One row of this silicon carbide series departs from the smooth pattern, and only in its band gap. At 11.55 Å³/atom, the most stretched crystal, the gap lies 4 to 9 meV above where the other rows lead. The energy and the pressure of the same row continue their trends. The departure is most likely numerical, though its exact origin is untested and may lie partly in the row before.

Ansatz 0.2.0, scalar-relativistic PBE with PAW, for SiC (P6_3mc, 4 atoms) without spin polarization or spin-orbit coupling; plane-wave cutoff 420 eV, 12×12×6 k mesh, Gaussian smearing 0.02 eV. Cell shape and atoms are relaxed at each volume. Energies count from the minimum of a third-order Birch-Murnaghan fit, positive pressure means compression, and gaps are taken on the k mesh.

| volume (Å³/atom) | energy over minimum (meV/atom) | pressure (GPa) | band gap on mesh (eV) |
| --- | --- | --- | --- |
| 9.24 | 124.10 | 34.97 | 2.075 |
| 9.56 | 66.10 | 24.20 | 2.138 |
| 9.87 | 27.90 | 14.92 | 2.198 |
| 10.19 | 6.60 | 6.91 | 2.255 |
| 10.50 | 0.00 | 0.01 | 2.307 |
| 10.82 | 6.00 | -5.94 | 2.358 |
| 11.13 | 22.80 | -11.07 | 2.404 |
| 11.55 | 59.60 | -16.81 | 2.470 |

**How much of the jump is real**

The last two gap steps, 46 and then 66 meV, suggest a jump of 20 meV. Most of it comes from the spacing of the volumes, because the last step is a third wider than the others. The fair measure is the gap slope, the change of gap divided by the change of volume. Between neighbouring intervals this slope falls every time until the last, where it rises from 147 to 158 meV per Å³/atom.

The smooth model is a continuation of the earlier rows, and the last row plays no part in it. With the slope of the preceding interval kept, the gap should grow by 147.2 × 0.4201 = 61.8 meV. The calculation gives 66.3 meV, which is 4.4 meV more. This is the cautious estimate, since it ignores that the slope had been falling.

The second estimate lets the fall go on. Over five equal volume steps the slope drops from 198.8 to 147.2, or 10.3 per step. The centre of the last interval lies 1.17 such steps beyond the centre of the one before, so the slope there should be near 135. The gap should then grow by about 57 meV, and the computed value is 9 meV higher.

The other rows are not perfectly even either. From one equal step to the next the gap step shrinks by anything between 1 and 5 meV, which points to a scatter of less than 1 meV in single gaps. A continuation magnifies such scatter to about 2 meV. The last row lies above both continuations by more than that, yet its excess is at most 2.4% of the whole gap change. The printed output after this section lists the steps and both continuations. It also gives two axis ratios c/a, which play no part in the argument. The one at 10.50 Å³/atom was formed with the edges of the starting cell, but the relaxed edges of 5.074 and 3.092 Å give the same 1.641. At 9.24 Å³/atom the c edge was rounded, and the relaxed edges of 4.858 and 2.964 Å give 1.639.

**Pressure as a control**

If the last crystal had changed its bonding, its pressure should show it. A suitable measure is the stiffness of each interval, the drop in pressure divided by the growth of the logarithm of volume; it is an average bulk modulus. It falls at every interval, from 321 GPa at the compressed end to 155 GPa at the stretched end, because longer bonds resist further stretching less. The last interval fits into this decline without a step.

The energies agree with that reading. A Birch-Murnaghan curve, which describes a solid whose stiffness changes steadily with compression, follows all eight energies with a typical miss of 0.014 meV/atom. The last row was part of that fit, so the pressure is the more independent witness. Both describe one crystal form stretched and squeezed without interruption. Each relaxation keeps the symmetry of its starting cell, however, so a distortion that lowers the symmetry could have gone unseen.

**Why the gap follows volume smoothly**

The gap is the distance from the highest filled to the lowest empty electron state. In the two most compressed rows these states belong to different electron wavelengths: the filled one lies at the centre of the Brillouin zone (Γ), the empty one at a corner of the zone's hexagonal mid-plane (K). Between these rows, compression narrows the gap by 63 meV, while the smallest gap between states of equal wavevector widens by 65 meV. Squeezing therefore does not simply close or open all gaps; the outcome depends on which states form the edges.

A simple picture of tetrahedral semiconductors can account for the contrast, though the shapes of the electron states were not examined here. Compression strengthens the overlap along the bonds and drives bonding and antibonding states apart, which widens the direct gap. The lowest empty states near the zone boundary keep much of their charge in the open spaces between the bonds. There, overlap between more distant atoms grows on compression and holds their energy down relative to the filled edge. As long as the same two states form the edges, the gap changes smoothly.

**What a physical break would look like**

A genuine break is expected where another state takes over an edge. Gallium arsenide is the familiar neighbouring case: its gap is direct at ordinary pressure and widens on compression until an empty state near the zone boundary becomes the lowest. Followed towards larger volume, its gap first grows and then shrinks, so the slope drops at the changeover. The drop is general, because a new state becomes the edge only by offering a smaller gap than the old one. In silicon carbide the slope rises at the last row, which speaks against such a changeover.

**The probable cause**

A numerical cause can disturb the gap and leave the energy almost untouched. A marble near the bottom of a bowl shows how: moved slightly sideways, it hardly changes its height, but its sideways position has changed in full. The energy of a relaxed crystal is like the height, and the gap is like the position. The comparison holds for small errors in cell shape or atomic positions, and it does not tell whether the last row has such an error.

A second possibility lies in the plane waves that describe the electrons. At a fixed energy cutoff their number grows with the cell, and at each wavevector it grows in jumps. The energy averages these jumps over the whole mesh, whereas the gap rests on two edge states alone. This could also explain the small scatter in the other rows. Whether either of the two causes acts here is not known. The fault may also sit one row earlier: a gap only about 2 meV too low at 11.13 Å³/atom would be enough to turn a constant slope into the computed rise. Since no row lies beyond the last one, a real upward bend of the gap cannot be ruled out either. Repeating the last two volumes once with a higher cutoff and once with a tighter relaxation would test them separately.

**What the break means in use**

Over the full range the gap changes by 1.77 eV per unit of log volume, or about 18 meV for each percent of volume. The excess in the last row is thus worth about half a percent of volume at most, which hardly matters for the gap itself. It matters more for the local response to a change of volume: the slope taken from the last two rows is about 17% steeper than the continued trend (158 against 135). The rate at which the gap changes with volume is therefore better taken across several volumes than from one pair at the end. The density functional used here makes the gaps themselves too small, so the table serves for changes of the gap with volume and not for its absolute size.

Printed output of the fit:

```
Steps from the row above:
    row  volume step (A^3/atom)  gap step (meV)  gap slope (meV per A^3/atom)  stiffness of interval (GPa)
   9.56                  0.3151           62.63                         198.8                        321.3
   9.87                  0.3151           60.65                         192.5                        286.1
  10.19                  0.3151           56.64                         179.8                          255
   10.5                  0.3151            51.9                         164.7                        226.5
  10.82                  0.3151           50.64                         160.7                        201.3
  11.13                  0.3151           46.39                         147.2                        178.7
  11.55                  0.4201           66.28                         157.8                          155
Last gap step less the one before (meV): 19.9
Part of that due to the wider volume step at unchanged slope (meV): 15.46
Gap of last row above continuation with unchanged slope (meV): 4.434
Gap of last row above continuation with slope falling on at its mean rate (meV): 9.488
Smallest fall of the gap step between neighbouring equal steps (meV): 1.262
Largest fall of the gap step between neighbouring equal steps (meV): 4.74
Whole gap change over the series (meV): 395.1
Larger estimate of the break as percent of the whole gap change: 2.401
Gap change per unit change of log volume over the series (eV): 1.771
Rise of smallest direct gap on mesh from 9.56 to 9.24 (meV): 64.93
c/a at 9.24: 1.64
c/a at 10.50: 1.641
Stress difference between in-plane and c axis left at 9.24 (GPa): 0.06651
Rms miss of the Birch-Murnaghan energy fit (meV/atom): 0.01368
```
